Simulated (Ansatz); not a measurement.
## Al: energy above lowest point against volume scale

Results calculated with Ansatz 0.2.0, not measured. Free energy against uniform scaling of the volume at fixed shape and fractions; periodic cell, basis, potentials, k mesh and filling as listed.

The cell before it is scaled or strained (space group Im-3m, No. 229):
```
Al
1.0
     -1.5912     1.5912     1.5912
      1.5912    -1.5912     1.5912
      1.5912     1.5912    -1.5912
Al
1
Direct
  0.00000 0.00000 0.00000
```

Settings of every row: functional LDA; dispersion none; potentials PAW; wave cutoff 500 eV; density cutoff 2000 eV; k mesh 13x13x13; k shift 0x0x0; occupations fermi dirac; smearing width 0.1 eV; spin none.

Limits: coarse k mesh, up to 40 meV an atom off; the cell comes from a prototype or a list of computed structures and needn't be the stable phase.

| row | volume scale | V (Å³/atom) | energy above lowest point (meV/atom) |
| --- | --- | --- | --- |
| 1 | 0.94 | 15.148 | 16.7 |
| 2 | 0.96 | 15.471 | ? |
| 3 | 0.98 | 15.793 | 2 |
| 4 | 1 | 16.115 | 0 |
| 5 | 1.02 | 16.437 | 1.1 |
| 6 | 1.04 | 16.76 | 5.1 |
| 7 | 1.06 | 17.082 | 11.4 |

Question: what energy above lowest point should row 2 give?

Worked fit of energy above lowest point. Take u = (V_r/V)^(2/3) − 1 with V_r = 16.276 Å³ an atom, which is twice the finite (Eulerian) strain; such expansions in the strain, on which the Birch-Murnaghan equation of state is built, carry the rest volume and the bulk modulus. The shown rows have u = 0.04905, 0.02029, 0.00665, -0.00654, -0.01935, -0.03171. Least squares give energy above lowest point = 0.19 − 83.5 × u + 8559 × u² meV/atom; a straight line predicts inner rows, each left out in turn, worse (root mean square 5.8 against 0.063 meV/atom). The rows lie off it by 0.0, 0.0, 0.0, 0.0, 0.1, 0.0. Its lowest point lies at u = 0.0049, or V = 16.16 Å³ an atom, and the curvature there gives the bulk modulus at fixed shape and fractions, B = (4/9)(1 + u)² E″(u)/V = 76.2 GPa. The withheld row has u = 0.03439, so the fit gives 0.19 − 83.5 × (0.03439) + 8559 × (0.03439)² = 7.4 meV/atom.

The calculation gave 7.4 meV/atom. The fit meets it to the printed digit.
